**Reading a PAW partial wave: the 5p shell of silver**

A pseudopotential replaces the rapidly oscillating valence wave near the nucleus by a smooth one. The table sets the two side by side for 5p in a PBEsol, scalar-relativistic PAW dataset. The quantity is u = r R(r), with R the radial function, so for the all-electron wave u² is the probability per bohr; rc = 1.5 bohr is the matching radius of the p channel. The 5p level is empty in the reference ion, bound at −3.2511 eV, and left unsplit because the scalar-relativistic treatment omits spin-orbit coupling.

All-electron and pseudo waves u = r R(r) of the 5p shell of Ag, computed with ld1.x 7.5 for a scalar-relativistic PBEsol PAW dataset. The reference ion (charge +0.5) has the frozen core [Ar] 3d10 and the valence configuration 4s2 4p6 4d10 5s0.5 5p0. The p channel has a matching radius of 1.5 bohr, outside which the two waves have the same sign.

```tsv
radius (bohr)	all-electron wave (bohr^(-1/2))	pseudo wave (bohr^(-1/2))
0.195	-0.0803	0.0666
0.390	-0.0438	0.2091
0.585	0.1363	0.3095
0.780	0.1945	0.2951
0.975	0.1442	0.1869
1.170	0.0447	0.0531
1.365	-0.0654	-0.0653
1.560	-0.1682	-0.1682
1.755	-0.2569	-0.2569
1.950	-0.3302	-0.3302
2.145	-0.3887	-0.3887
2.340	-0.4339	-0.4339
2.535	-0.4675	-0.4675
```

**1. How many nodes does each wave have?**

The all-electron wave changes sign near 0.44 and 1.25 bohr (linear interpolation between rows). A 5p state has n − l − 1 = 3 nodes, so theory puts the third inside the first radius. The pseudo wave changes sign once, near 1.26 bohr.

The three nodes go with orthogonality to the three lower p shells. With 2p and 3p frozen, 5p is the second p state of the valence, after 4p, and is expected to keep one node. The same calculation bears out the count: its 4s, 4p and 4d pseudo waves never change sign, and 5s does so once. The node is no ghost and needs no repair.

**2. Why is the all-electron wave so small inside?**

Deep in the core the potential dwarfs the gap between the 4p level (about −4.6 Ry) and the 5p level (−0.24 Ry), so both obey nearly the same equation and must be nearly proportional. The ratio of the all-electron 5p and 4p waves stays between 0.16 and 0.21 over the first four radii, and the 4p node lies at 0.45 bohr. Further out the gap matters: the ratio falls to 0.05 at 1.170 bohr and then changes sign, which is what allows orthogonality.

The trapezoid rule gives a 5p norm of 0.021 inside 1.560 bohr and 0.145 over the whole table. For a wave normalised to one, about 85% lies beyond the last row, where u is still growing in size.

**3. Why does the pseudo wave overshoot?**

At 0.585 bohr it is 0.3095 against 0.1363, and it exceeds the all-electron wave in size from 0.390 to 1.170 bohr. At 0.195 bohr it has the opposite sign and is slightly smaller in size. A sum of two Bessel pieces, assumed here as the recipe and checked against the column, explains this:

u = a₁ f(q₁r) + a₂ f(q₂r), with f(x) = sin x / x − cos x.

1. A quartic through the five all-electron rows nearest rc gives u = −0.1379, u′ = −0.516 and u″ = 0.343 in bohr units, so rc u′/u = 5.62.
2. Each wavenumber q is chosen so that x f′/f = 5.62 at x = q rc. The two lowest roots are q₁ = 3.50 and q₂ = 5.82 bohr⁻¹.
3. A piece has u″/u = 2/rc² − q², that is 0.889 − 12.3 = −11.4 and 0.889 − 33.9 = −33.0, while the target is 0.343/(−0.1379) = −2.5.
4. Weights that sum to one and reach −2.5 are about 1.4 and −0.4. Multiplying by u and dividing by f(q rc) gives a₁ = 0.286 and a₂ = 0.067.

Both pieces bend more sharply at rc than the true wave does, so they must oppose each other there. The second has one more node, so if it opposes the first at rc it must share its sign nearest the nucleus, and there the two add up. At 0.585 bohr both terms are positive, and their sum is 0.3158 against 0.3095. No pseudo value entered this estimate, and in absolute terms this row is its worst, too high by 2% of the tabulated value. A single piece, matched in value and slope only, gives 0.181 there. That is already above the all-electron 0.1363 but 0.13 short of the pseudo wave, so at this radius most of the overshoot, though not all, comes with the curvature condition.

Agreement supports the assumed construction and tests no physics, and it is not complete. Quartic aside, polynomials through four to seven rows leave a worst misfit of 0.005 to 0.009. Fitting a₁ and a₂ by least squares to the seven inner rows at fixed q leaves 0.0014 at 1.365 bohr, still over ten times the printed resolution. That the coarse grid accounts for the rest is a guess.

**4. Does the pseudo wave start as r²?**

Only in the limit. For small x, f ≈ (x²/3)(1 − x²/10), and q₂r is already 2.3 at the second row. The apparent exponent between the first two rows is ln(0.2091/0.0666)/ln 2 = 1.65, the same as in the model; a pure r² law would give 0.2664 instead of 0.2091.

**5. Are norm and orthogonality lost?**

The plain ones are. Inside 1.560 bohr the pseudo norm is 0.056, or 2.7 times the all-electron value. The plain 4p–5p overlap, with a rough exponential tail of −0.020 added, is −0.003 for the all-electron pair and 0.072 for the pseudo pair. A norm-conserving scheme would force the norms to be equal. PAW instead adds an overlap operator built from the all-electron minus pseudo integrals, here −0.035 for the 5p norm, and orthogonality holds only through it. The sign is not general: at 0.585 bohr the 4d pseudo wave is −0.202 against −0.4362, too small in size.

Negative corrections need watching, since the overlap operator must stay positive. Its lowest eigenvalue is 0.0238, positive but small; tying it to the p channel would be a guess. Populations or matrix elements taken from pseudo waves alone are wrong inside the sphere.

**6. What would change with another radius, or with 4p frozen?**

The model suggests the trend, though no dataset was generated at other radii. The inner maximum grows from 0.26 at rc = 1.4 through 0.33 at 1.5 to 0.56 at 1.8 bohr. The ratio x f′/f starts at l + 1 = 2 and falls, so a value above 2 is reached only past the first zero of f. Since rc u′/u drops from 2.60 at 1.8 bohr to 1.56 at 2.1 bohr, the first piece loses its node between them, and the inner lobe shrinks to 0.004.

With 4p in the core, 5p would be the lowest p state and should be nodeless, which in this recipe demands a radius of at least about 2 bohr, well beyond the outer node. Even that may not suffice: at 2.1 bohr the first piece is nodeless, but the sum still has a node at 0.67 bohr, with the tiny lobe inside it. For a neighbouring element the radii shift with the size of its semicore shell, but one node for each lower valence shell of the same l remains the expected count. It is not automatic: the assumed recipe sees only the all-electron wave and the radius, so at 1.5 bohr it would give 5p a node even with 4p frozen.

**7. Which digits can be trusted?**

Entries are rounded to four decimals, an error of up to 0.00005 each, so the difference of 0.0001 at 1.365 bohr has no meaning. Node positions from a step of 0.195 bohr deserve two figures, and a little more where the wave is nearly straight, as near 1.25 bohr. The grid undersamples the core: the same trapezoid rule misses 0.019 of the 4p norm. Scaled by the core ratio 0.19, this is about 0.004 in the overlap and 0.0007 in the 5p norm. The all-electron overlap is thus zero within its error, and −0.035 is good to two figures at best.

**8. Does perfect agreement outside show a good dataset?**

No. Equality from 1.560 bohr outward is imposed at this one energy. Tests away from it say more. The configuration 5s⁰5p¹, which holds half an electron more than the reference, errs by −0.15 meV in an energy difference of 0.91 eV, but 4d⁹5s¹5p¹, which also has one 5p electron, errs by 11.7 meV in 5.59 eV, and a 4p hole by −18 meV in 62 eV. These tests are not spin-polarised, and one other test was not solved.

The p scattering phase is exact to the printed digits at −0.36 Ry, near the 5p level, then errs by −0.0105 rad at 1.08 Ry and −0.036 rad at 4.92 Ry. Both p reference energies are bound levels, so nothing anchors the channel above zero; the absence of a bound ghost says nothing about that range either. Atomic tests also do not give the error in a solid.

Use a wave plot to count nodes and see the sign of the augmentation, and judge the p channel by its phase error over the energies that the application will occupy.
